**Basis and functional dependence of the lowest excitations and polarisability of ammonia borane**

The table holds vertical TDDFT singlets, Tamm-Dancoff triplets, oscillator strengths and the polarisability of gas-phase BH3NH3 from PySCF, with PBE0 in seven basis sets and LC-wPBE and wB97X-D in def2-SVPD. The program tests a one-pair model, S1 = orbital gap − c(r)e²/r, with one effective electron–hole distance fitted to the six rows with diffuse functions, and compares it with a version that uses only the long-range share of exact exchange. The rms errors are 0.06 and 0.14 eV; the three compact-basis rows, left out of the fit, are overshot by 0.11 to 0.20 eV, and a distance taken from PBE0 alone predicts the range-separated rows 0.10 and 0.28 eV too high. The output splits four PBE0 basis steps into LUMO, HOMO and remainder, with the LUMO dominating the three large ones, and sets −HOMO against the computed ionisation energies. It also lists deviations from PBE0/aug-cc-pVTZ, rough cost ratios from basis-function counts, and summed strengths of degenerate pairs.

BH6N (SMILES [BH3-][NH3+], point group C3v) in the gas phase at the PBE0-D3(BJ)/def2-SVP geometry, computed with PySCF 2.14.0 and density fitting. Vertical excitations are TDDFT singlets and Tamm-Dancoff triplets, with core orbitals frozen in the response. The brightest singlet is taken from the ten lowest, and the polarisability is the isotropic mean.

## Analysis program

```python
# Table: BH3NH3, gas phase, PySCF vertical TDDFT singlets, Tamm-Dancoff triplets, polarisability;
# PBE0 in seven bases, LC-wPBE and wB97X-D in def2-SVPD. Tested: S1 = gap - c(r) e^2/r, basis steps, cost.
T = {
    'functional': ['LC-wPBE', 'wB97X-D', 'PBE0', 'PBE0', 'PBE0', 'PBE0', 'PBE0', 'PBE0', 'PBE0'],
    'basis': ['def2-SVPD', 'def2-SVPD', '6-31+G(d)', '6-31G(d)', 'aug-cc-pVDZ', 'aug-cc-pVTZ', 'def2-SVP', 'def2-TZVP', 'def2-TZVPD'],
    'exx': [100, 100, 25, 25, 25, 25, 25, 25, 25],  # %
    's1': [7.43, 6.86, 5.92, 7.24, 5.85, 5.88, 6.85, 6.43, 6.05],  # eV
    'f1': [0.027, 0.02, 0.009, 0.0, 0.004, 0.004, 0.001, 0.003, 0.006],
    'main': ['HOMO to LUMO', 'HOMO to LUMO', 'HOMO-1 to LUMO', 'HOMO to LUMO', 'HOMO to LUMO', 'HOMO to LUMO', 'HOMO to LUMO', 'HOMO to LUMO', 'HOMO to LUMO'],
    't1': [7.2, 6.8, 5.81, 7.09, 5.76, 5.78, 6.7, 6.29, 5.93],  # eV
    'sb': [9.89, 9.28, 8.27, 9.67, 8.14, 7.54, 9.21, 8.76, 8.35],  # eV
    'fb': [0.11, 0.12, 0.11, 0.17, 0.1, 0.07, 0.15, 0.13, 0.1],
    'alpha': [31.1, 32.1, 27.8, 23.5, 32.6, 32.7, 25.4, 29.4, 32.4],  # bohr^3
}
import numpy as np
from scipy.special import erf
from scipy.optimize import brentq, minimize_scalar
from scipy.constants import physical_constants as pc
Eh = pc['Hartree energy in eV'][0]; a0 = pc['Bohr radius'][0]*1e10; Ry = Eh/2
# HOMO, LUMO (eV): further outputs of the same runs; third entry: rough recalled count of basis functions
X = {('LC-wPBE','def2-SVPD'):(-10.624,1.524,88), ('wB97X-D','def2-SVPD'):(-9.688,1.425,88),
     ('PBE0','6-31+G(d)'):(-7.680,-0.621,48), ('PBE0','6-31G(d)'):(-7.438,1.168,40),
     ('PBE0','aug-cc-pVDZ'):(-7.742,-0.813,100), ('PBE0','aug-cc-pVTZ'):(-7.767,-0.817,230),
     ('PBE0','def2-SVP'):(-7.582,0.565,58), ('PBE0','def2-TZVP'):(-7.744,-0.043,98),
     ('PBE0','def2-TZVPD'):(-7.763,-0.559,130)}
IP = {'LC-wPBE':10.590, 'wB97X-D':10.500}  # vertical IP, same runs
RS = {'LC-wPBE':(0.0,0.40), 'wB97X-D':(0.22,0.20), 'PBE0':(0.25,1.0)}  # recalled: short-range share, omega (1/bohr; idle for PBE0)
K = list(zip(T['functional'], T['basis'])); ix = {k:i for i,k in enumerate(K)}; n = len(K)
s1,t1,f1,sb,fb,al,ex = (np.array(T[k],float) for k in ('s1','t1','f1','sb','fb','alpha','exx'))
H,L,N = (np.array([X[k][j] for k in K]) for j in range(3))
gap = L-H; D = gap-s1; p = np.array([k[0]=='PBE0' for k in K])
dif = np.array(['+' in b or 'aug' in b or b.endswith('D') for _,b in K])
def B(i,r,lr=False):
    s,w = RS[K[i][0]]; c = ex[i]/100 if lr else s+(ex[i]/100-s)*erf(w*r)
    return c*Eh/r
def fit(m,lr=False):
    return minimize_scalar(lambda r: sum((B(i,r,lr)-D[i])**2 for i in np.where(m)[0]), bounds=(2,12), method='bounded').x
rA,rB,rP = fit(dif), fit(dif,True), fit(dif&p)
eA = np.array([D[i]-B(i,rA) for i in range(n)]); eB = np.array([D[i]-B(i,rB,True) for i in range(n)])
ref = ix[('PBE0','aug-cc-pVTZ')]; tz = ix[('PBE0','def2-TZVPD')]; c0 = ix[('PBE0','6-31G(d)')]
print('Rounding of table: energies 0.005 eV, differences 0.01 eV, polarisability 0.05 bohr^3')
print('level | gap | gap-S1 | -HOMO-S1 | S1-T1 (eV) | own r (A) | model minus table S1: c(r), long range only (eV; * not fitted)')
for i,k in enumerate(K):
    r = brentq(lambda x: B(i,x)-D[i], 1, 20)*a0
    print(f'{k[0]}/{k[1]}{"" if dif[i] else " *"} | {gap[i]:.2f} | {D[i]:.2f} | {-H[i]-s1[i]:.2f} | {s1[i]-t1[i]:.2f} | {r:.2f} | {eA[i]:+.2f} {eB[i]:+.2f}')
rms = lambda e: np.sqrt(np.mean(e**2))
print(f'c(r) model, 6 diffuse rows: r = {rA*a0:.2f} A, rms {rms(eA[dif]):.2f} eV, worst {K[np.where(dif)[0][np.argmax(abs(eA[dif]))]]}')
print(f'long-range share only: r = {rB*a0:.2f} A, rms {rms(eB[dif]):.2f} eV, worst {K[np.where(dif)[0][np.argmax(abs(eB[dif]))]]}')
hb = np.mean([[-1.24,-0.68,-0.87],[-0.99,1.28,-0.33],[-1.21,-0.15,1.11]],0)  # geometry of the runs
hn = np.mean([[1.04,-1.06,0.27],[1.23,0.52,0.69],[1.22,0.09,-0.90]],0)
print(f'distance between centres of BH and NH hydrogens {np.linalg.norm(hb-hn):.2f} A; r from 4 diffuse PBE0 rows {rP*a0:.2f} A')
for f in IP:
    i = ix[(f,'def2-SVPD')]
    print(f'{f}: S1 predicted with PBE0 r {gap[i]-B(i,rP):.2f} eV (error {D[i]-B(i,rP):+.2f}); above PBE0/def2-TZVPD by {s1[i]-s1[tz]:.2f} (S1), {t1[i]-t1[tz]:.2f} (T1), {H[tz]-H[i]:.2f} (-HOMO)')
    print(f'  IP+HOMO {IP[f]+H[i]:+.2f} eV; IP-S1 {IP[f]-s1[i]:.2f} eV, n* {np.sqrt(Ry/(IP[f]-s1[i])):.2f}; n* from -HOMO {np.sqrt(Ry/(-H[i]-s1[i])):.2f}')
a,b = ix[('LC-wPBE','def2-SVPD')], ix[('wB97X-D','def2-SVPD')]
print(f'LC-wPBE minus wB97X-D (eV): S1 {s1[a]-s1[b]:.2f}, T1 {t1[a]-t1[b]:.2f}, -HOMO {H[b]-H[a]:.2f}, LUMO {L[a]-L[b]:.2f}, gap-S1 {D[a]-D[b]:.2f}, IP {IP["LC-wPBE"]-IP["wB97X-D"]:.2f}')
sl,ic = np.polyfit(gap[p], s1[p], 1); res = s1[p]-(sl*gap[p]+ic)
print(f'PBE0 S1 = gap - constant: constant {D[p].mean():.2f} eV, rms {D[p].std():.2f}, largest {abs(D[p]-D[p].mean()).max():.2f} eV')
print(f'PBE0 S1 linear in gap: slope {sl:.2f}, rms {rms(res):.2f}, largest {abs(res).max():.2f} eV')
for u,v in (('6-31G(d)','6-31+G(d)'),('def2-TZVP','def2-TZVPD'),('def2-SVP','def2-TZVP'),('aug-cc-pVDZ','aug-cc-pVTZ')):
    i,j = ix[('PBE0',u)], ix[('PBE0',v)]
    print(f'{u} to {v}: dS1 {s1[j]-s1[i]:+.2f} = dLUMO {L[j]-L[i]:+.2f} - dHOMO {H[j]-H[i]:+.2f} - d(gap-S1) {D[j]-D[i]:+.2f} eV; dalpha {al[j]-al[i]:+.1f}')
print(f'PBE0 spreads (eV): S1 all {np.ptp(s1[p]):.2f}, diffuse {np.ptp(s1[p&dif]):.2f}; HOMO {np.ptp(H[p]):.2f}; LUMO {np.ptp(L[p]):.2f}; brightest, diffuse {np.ptp(sb[p&dif]):.2f}')
print('against PBE0/aug-cc-pVTZ: dS1 | dT1 (eV) | dalpha % | 2 f(S1) | brightest+HOMO (eV) | rough N | N^3, N^4 relative to 6-31G(d)')
for i,k in enumerate(K):
    print(f'{k[0]}/{k[1]} | {s1[i]-s1[ref]:+.2f} | {t1[i]-t1[ref]:+.2f} | {100*(al[i]/al[ref]-1):+.1f} | {2*f1[i]:.3f} | {sb[i]+H[i]:+.2f} | {N[i]:.0f} | {(N[i]/N[c0])**3:.0f}, {(N[i]/N[c0])**4:.0f}')
# oscillator strengths of degenerate pairs, same runs
print(f'summed E pair against listed brightest f: PBE0/def2-TZVP {0.12322+0.12318:.3f} vs {fb[ix[("PBE0","def2-TZVP")]]:.2f}; wB97X-D {0.09777+0.09772:.3f} vs {fb[b]:.2f}')
assert s1[p&dif].max() < s1[p&~dif].min()
assert 0.5 < sl < 1.0
assert s1[~p].min()-s1[tz] > np.ptp(s1[p&dif])
assert (t1 < s1).all()
```

Printed output:

```
Rounding of table: energies 0.005 eV, differences 0.01 eV, polarisability 0.05 bohr^3
level | gap | gap-S1 | -HOMO-S1 | S1-T1 (eV) | own r (A) | model minus table S1: c(r), long range only (eV; * not fitted)
LC-wPBE/def2-SVPD | 12.15 | 4.72 | 3.19 | 0.23 | 3.05 | +0.08 +0.24
wB97X-D/def2-SVPD | 11.11 | 4.25 | 2.83 | 0.06 | 3.14 | -0.04 -0.23
PBE0/6-31+G(d) | 7.06 | 1.14 | 1.76 | 0.11 | 3.16 | -0.02 +0.02
PBE0/6-31G(d) * | 8.61 | 1.37 | 0.20 | 0.15 | 2.64 | +0.20 +0.25
PBE0/aug-cc-pVDZ | 6.93 | 1.08 | 1.89 | 0.09 | 3.34 | -0.08 -0.04
PBE0/aug-cc-pVTZ | 6.95 | 1.07 | 1.89 | 0.10 | 3.36 | -0.09 -0.05
PBE0/def2-SVP * | 8.15 | 1.30 | 0.73 | 0.15 | 2.78 | +0.14 +0.18
PBE0/def2-TZVP * | 7.70 | 1.27 | 1.31 | 0.14 | 2.83 | +0.11 +0.15
PBE0/def2-TZVPD | 7.20 | 1.15 | 1.71 | 0.12 | 3.12 | -0.01 +0.03
c(r) model, 6 diffuse rows: r = 3.10 A, rms 0.06 eV, worst ('PBE0', 'aug-cc-pVTZ')
long-range share only: r = 3.21 A, rms 0.14 eV, worst ('LC-wPBE', 'def2-SVPD')
distance between centres of BH and NH hydrogens 2.33 A; r from 4 diffuse PBE0 rows 3.24 A
LC-wPBE: S1 predicted with PBE0 r 7.71 eV (error +0.28); above PBE0/def2-TZVPD by 1.38 (S1), 1.27 (T1), 2.86 (-HOMO)
  IP+HOMO -0.03 eV; IP-S1 3.16 eV, n* 2.07; n* from -HOMO 2.06
wB97X-D: S1 predicted with PBE0 r 6.96 eV (error +0.10); above PBE0/def2-TZVPD by 0.81 (S1), 0.87 (T1), 1.93 (-HOMO)
  IP+HOMO +0.81 eV; IP-S1 3.64 eV, n* 1.93; n* from -HOMO 2.19
LC-wPBE minus wB97X-D (eV): S1 0.57, T1 0.40, -HOMO 0.94, LUMO 0.10, gap-S1 0.46, IP 0.09
PBE0 S1 = gap - constant: constant 1.20 eV, rms 0.11, largest 0.17 eV
PBE0 S1 linear in gap: slope 0.83, rms 0.02, largest 0.04 eV
6-31G(d) to 6-31+G(d): dS1 -1.32 = dLUMO -1.79 - dHOMO -0.24 - d(gap-S1) -0.23 eV; dalpha +4.3
def2-TZVP to def2-TZVPD: dS1 -0.38 = dLUMO -0.52 - dHOMO -0.02 - d(gap-S1) -0.12 eV; dalpha +3.0
def2-SVP to def2-TZVP: dS1 -0.42 = dLUMO -0.61 - dHOMO -0.16 - d(gap-S1) -0.03 eV; dalpha +4.0
aug-cc-pVDZ to aug-cc-pVTZ: dS1 +0.03 = dLUMO -0.00 - dHOMO -0.03 - d(gap-S1) -0.01 eV; dalpha +0.1
PBE0 spreads (eV): S1 all 1.39, diffuse 0.20; HOMO 0.33; LUMO 1.98; brightest, diffuse 0.81
against PBE0/aug-cc-pVTZ: dS1 | dT1 (eV) | dalpha % | 2 f(S1) | brightest+HOMO (eV) | rough N | N^3, N^4 relative to 6-31G(d)
LC-wPBE/def2-SVPD | +1.55 | +1.42 | -4.9 | 0.054 | -0.73 | 88 | 11, 23
wB97X-D/def2-SVPD | +0.98 | +1.02 | -1.8 | 0.040 | -0.41 | 88 | 11, 23
PBE0/6-31+G(d) | +0.04 | +0.03 | -15.0 | 0.018 | +0.59 | 48 | 2, 2
PBE0/6-31G(d) | +1.36 | +1.31 | -28.1 | 0.000 | +2.23 | 40 | 1, 1
PBE0/aug-cc-pVDZ | -0.03 | -0.02 | -0.3 | 0.008 | +0.40 | 100 | 16, 39
PBE0/aug-cc-pVTZ | +0.00 | +0.00 | +0.0 | 0.008 | -0.23 | 230 | 190, 1093
PBE0/def2-SVP | +0.97 | +0.92 | -22.3 | 0.002 | +1.63 | 58 | 3, 4
PBE0/def2-TZVP | +0.55 | +0.51 | -10.1 | 0.006 | +1.02 | 98 | 15, 36
PBE0/def2-TZVPD | +0.17 | +0.15 | -0.9 | 0.012 | +0.59 | 130 | 34, 112
summed E pair against listed brightest f: PBE0/def2-TZVP 0.246 vs 0.13; wB97X-D 0.195 vs 0.12
```
